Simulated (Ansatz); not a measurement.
**Equilibrium of H2O + B(CH3)2(NH2) ⇌ H3NO + BH(CH3)2 at process temperatures**

Gas-phase species: H2O (water) `O`, singlet; B(CH3)2(NH2), singlet; H3NO (hydroxylamine) `NO`, singlet; BH(CH3)2, singlet. The partners trade H for NH2: O–H and B–NH2 bonds give way to O–NH2 and B–H.

The electronic reaction energy at CCSD(T)/CBS estimate is +374.7 kJ/mol. Shapes: PBE0-D4/def2-TZVP. Flexible molecules stand in one conformer, not always the lowest. Programs: Ansatz 0.2.0. Enthalpy and entropy come from rigid-rotor, harmonic-oscillator sums on unscaled PBE0-D4/def2-TZVP wavenumbers, ideal gases at 1 bar. Symmetry numbers: H2O 2, B(CH3)2(NH2) 2, H3NO 1, BH(CH3)2 2. R = 8.3145 J/(mol K).

| T (K) | ΔH (kJ/mol) | ΔS (J/(mol K)) |
| --- | --- | --- |
| 300 | +369.8 | +20.4 |
| 500 | +368.2 | +16.4 |
| 700 | ? | ? |

Task: Work out ln K at 300 and 500 K, and from these estimate it at 700 K.

Result: 
1. 300 K: ΔG = +369.8 − 300 × (+20.4)/1000 = +363.7 kJ/mol; ln K = −ΔG/RT = -145.81.
2. 500 K: ΔG = +368.2 − 500 × (+16.4)/1000 = +360.0 kJ/mol; ln K = −ΔG/RT = -86.60.
3. Slope against 1000/T: (-86.60 − (-145.81))/(2.0000 − 3.3333) = -44.41, that is −ΔH/R with ΔH near +369 kJ/mol.
4. 700 K: ln K = -145.81 + (-44.41) × (1.4286 − 3.3333) = -61.22.

The full sums give ΔH = +367.4 kJ/mol, ΔS = +14.9 J/(mol K), ΔG = +357.0 kJ/mol and ln K = -61.34 at 700 K, so the line is off by +0.12 in ln K; without rounding the miss is +0.09, from the change of ΔH with temperature. The reactants are favoured over this whole range. An error of 10 kJ/mol in the energy moves ln K by 1.7 at 700 K. Soft modes are treated as harmonic, which can err either way at these temperatures; the lowest are those of B(CH3)2(NH2) (68 cm⁻¹), BH(CH3)2 (94 cm⁻¹). Other conformers aren't counted. Other reactions of these species are left aside. The CBS estimate extrapolates MP2 from def2-TZVPP and def2-QZVPP and adds CCSD(T) − MP2 in the triple-zeta set, cores frozen.

The equilibrium lies overwhelmingly with water and the aminoborane, and the cause is enthalpy. The exchange gives up a strong, polar O–H bond and a B–N bond reinforced by donation of the nitrogen lone pair into the empty boron p orbital. In return it forms a B–H bond, which offers boron no such π donation, and an N–O single bond weakened by repulsion between lone pairs on adjacent atoms. With two molecules on each side, translational entropy largely cancels, so the small positive ΔS offsets little of this cost. The rise of ln K with temperature is therefore the usual response of a strongly endothermic reaction, not a sign of an entropy-driven one. ΔH and ΔS both fall on heating because the products have the lower heat capacity, which also explains why the straight line slightly overestimates ln K at 700 K. The preference for the reactants is far too large for plausible errors in the energy or the soft modes to reverse. It also means that the forward barrier must be at least about as high as the reaction is uphill, but it does not fix the barrier in the reverse direction.
